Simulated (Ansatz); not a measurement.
## Calibrating B3LYP-D4/def2-TZVPP on S-containing molecules

The vertical ionisation energy (cation less neutral) in eV of 8 S-containing molecules: x at B3LYP-D4/def2-TZVPP, y at CCSD(T)/def2-TZVPP. Shapes, held fixed at every level: PBE0-D4/def2-TZVP. Flexible molecules stand in one conformer, not always the lowest. Programs: Ansatz 0.2.0.

| molecule | x (eV) | y (eV) |
| --- | --- | --- |
| P4S3 (tetraphosphorus trisulfide) | 8.98 | 9.04 |
| S8 (cyclooctasulfur) | 9.10 | 9.33 |
| C2H4OS (SMILES O=S1CC1) | 9.60 | 9.59 |
| InH3(SH2) | 9.86 | 9.98 |
| SF2 (sulfur difluoride) | 10.18 | ? |
| GaH3(SH2) | 10.25 | 10.44 |
| BH3(SH2) | 10.89 | 11.09 |
| HBS (hydrogen boron sulfide) | 11.17 | 11.14 |

**Question.** Fit y = c + s·x to the known rows and predict y for SF2.

**Answer.** 
1. Means of the 7 rows: x = 9.9786, y = 10.087.
2. Σ(Δx)² = 4.2503, Σ(Δx·Δy) = 4.176, so the slope is 4.176/4.2503 = 0.98252.
3. Intercept: 10.087 − (0.98252) × 9.9786 = 0.283. The largest residual of the fit is 0.13.
4. SF2: 0.283 + 0.98252 × 10.18 = 10.29 eV.

CCSD(T)/def2-TZVPP gives 10.11 eV, so the prediction is off by +0.18 eV, more than the largest residual. Uncorrected, B3LYP-D4/def2-TZVPP misses it by +0.07 eV, and the other rows by 0.12 on average. The line makes this one worse. Left out in turn, the other rows are missed by 0.13 eV on average, worse than no correction. Cations run unrestricted. T1 is large for P4S3 (0.022), so single-reference values are less sure there. For atoms past krypton def2 sets carry core potentials with scalar relativity. Relativity is left out for Ga. Outer-core shells of Ga, In are correlated, in sets that cover them unevenly.

The fit may fail because the B3LYP error depends more on the kind of hole left behind than on the size of the ionisation energy. SF2 and GaH3(SH2) lie almost together on the x axis, yet B3LYP is too high for the first and too low for the second, which no line in x can reproduce. In SF2 the electron leaves a sulfur 3p lone pair with S–F antibonding character, a fairly compact π-type hole; HBS, ionised from its π system, also shows a small error. The clear underestimates occur for S8 and the three hydride adducts, where the hole is probably shared among equivalent sulfur atoms or metal/boron–hydrogen bonds. This suggests that B3LYP overstabilises spread-out cation holes. P4S3 fits this picture poorly, with only a small shortfall, but its reference is too uncertain to decide the matter. Since correlated ionisation energies usually rise with a larger basis, more than density-functional ones do, the small error for SF2 doesn't establish comparable accuracy against experiment.
